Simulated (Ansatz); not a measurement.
CH3BrClSi: structure from calculated spectroscopic constants

These gas-phase data were calculated for one isomer of CH3BrClSi at PBE0-D3(BJ)/pcseg-1 (harmonic, unscaled wavenumbers; equilibrium rotational constants with average atomic masses):

| Item | Value |
| --- | --- |
| rotational constants | 4.108, 1.458, 1.132 GHz |
| all wavenumbers above 1500 cm⁻¹ | 3187, 3174, 3064 |
| dipole moment | 2.09 D (PBE0/def2-TZVPD) |

Candidates:

(1) `[CH2][Si@H](Cl)Br`, a doublet
(2) `C[Si](Cl)Br`, a doublet

Task: Which structure fits?

Result: Candidate (2). No mode falls between 2000 and 2380 cm⁻¹, where the Si–H stretch of (1) would stand.

The same quantities for all candidates:

|  | rotational constants (GHz) | wavenumbers above 1500 cm⁻¹ | dipole (D) | E above the lowest, PBE0-D3(BJ)/pcseg-1 (kcal/mol) |
| --- | --- | --- | --- | --- |
| (1) | 4.172, 1.476, 1.164 | 3278, 3165, 2307 | 1.97 | 15.8 |
| (2) | 4.108, 1.458, 1.132 | 3187, 3174, 3064 | 2.09 | 0.0 |

Harmonic stretches to hydrogen usually lie a few per cent above observed fundamentals. Each candidate is one conformer. Open shells are spin-unrestricted. Programs: Ansatz 0.2.0.

The stretches to hydrogen settle the assignment: three C–H modes and no Si–H mode mean that all the hydrogen sits on carbon, leaving the unpaired electron formally on silicon. The rotational constants and dipole moments agree with this choice but separate the isomers less sharply, since both share the heavy C–Si(Cl)Br framework and moving one light hydrogen alters the mass distribution little. In (1), the highest C–H stretch, at 3278 cm⁻¹, is consistent with the greater s character of carbon's bonds to hydrogen in a nearly planar radical centre.

The 15.8 kcal/mol preference for (2) follows mainly from exchanging a Si–H bond for a stronger C–H bond. This is in line with the usual ease of placing a radical centre on silicon rather than next to it. Halogens on silicon probably also favour a pyramidal centre, with the unpaired electron in an orbital of appreciable s character. The energy difference supports the relative stability of these two doublets, but says nothing about how readily a 1,2-hydrogen shift would interconvert them.
